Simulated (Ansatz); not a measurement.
Method: DFT PBE, scalar-relativistic, plane waves, PAW in Ansatz. All cells share a 420 eV cutoff and Γ-centred k meshes spaced at most about 0.3 Å⁻¹ (about 0.25 or finer for metals, 2π included). No spin polarisation in the final relaxations.

These are static total energies at zero pressure.

Two forms of GaSb2 were relaxed alike.

A. Space group P6/mmm (No. 191), hexagonal, a = 3.201 Å, c = 8.939 Å. Ga is surrounded by 2 Sb at 2.91 Å and 6 Ga at 3.20 Å; around Sb lie 1 Ga at 2.91 Å and 7 Sb at 3.13–3.20 Å.

B. Space group P4/mmm (No. 123), tetragonal, a = 3.167 Å, c = 7.991 Å. Ga has 4 Ga at 3.17 Å and 8 Sb at 3.33 Å; Sb is surrounded by 5 Sb at 3.06–3.17 Å and 4 Ga at 3.33 Å.

Task: Which form is favoured at zero pressure, and by what margin per atom?

Result: B is lower, by 71 meV/atom. A has space group P6/mmm (No. 191), 26.4 Å³/atom and no gap on its mesh; B has space group P4/mmm (No. 123), 26.7 Å³/atom and no gap. Counting Sb atoms around Ga (those within 1.25 times the shortest such distance or 1.15 times the sum of covalent radii; the shortest distance is added where it is long for a bond), A has Ga 2 and B has Ga 8 from 3.3 Å. Even the lower one lies +0.10 eV/atom against the reference forms of the elements (uncorrected), so neither is stable at this level. Both come from invented guesses. A third cell relaxed alike, in P-3m1, lies 61 meV/atom below the lower of the two.

Spin–orbit coupling, which can matter for Sb, is left out. Cells relaxed within their symmetry can be saddle points.

The tetragonal form is favoured over the hexagonal one by 71 meV/atom, even though it is slightly less dense, so closer packing does not explain the order. The hexagonal form has two Ga–Sb contacts at 2.91 Å, whereas the tetragonal one spreads the interaction over eight at 3.33 Å. All are long for a Ga–Sb bond, which points to weak, delocalised bonding rather than the directional sp³ bonds of zinc-blende GaSb. The many mixed contacts probably help the tetragonal form, but the energies do not isolate their contribution. The missing gap is expected in both: one formula unit per cell gives an odd electron count, which cannot fill bands completely without spin polarisation.

The lower-energy P-3m1 cell shows that neither form is the ground state at this composition. It probably gains from a geometry closer to the local bonding preferences of Ga and Sb. Comparison with the elements alone also leaves out decomposition into GaSb and Sb, the more relevant test of stability.
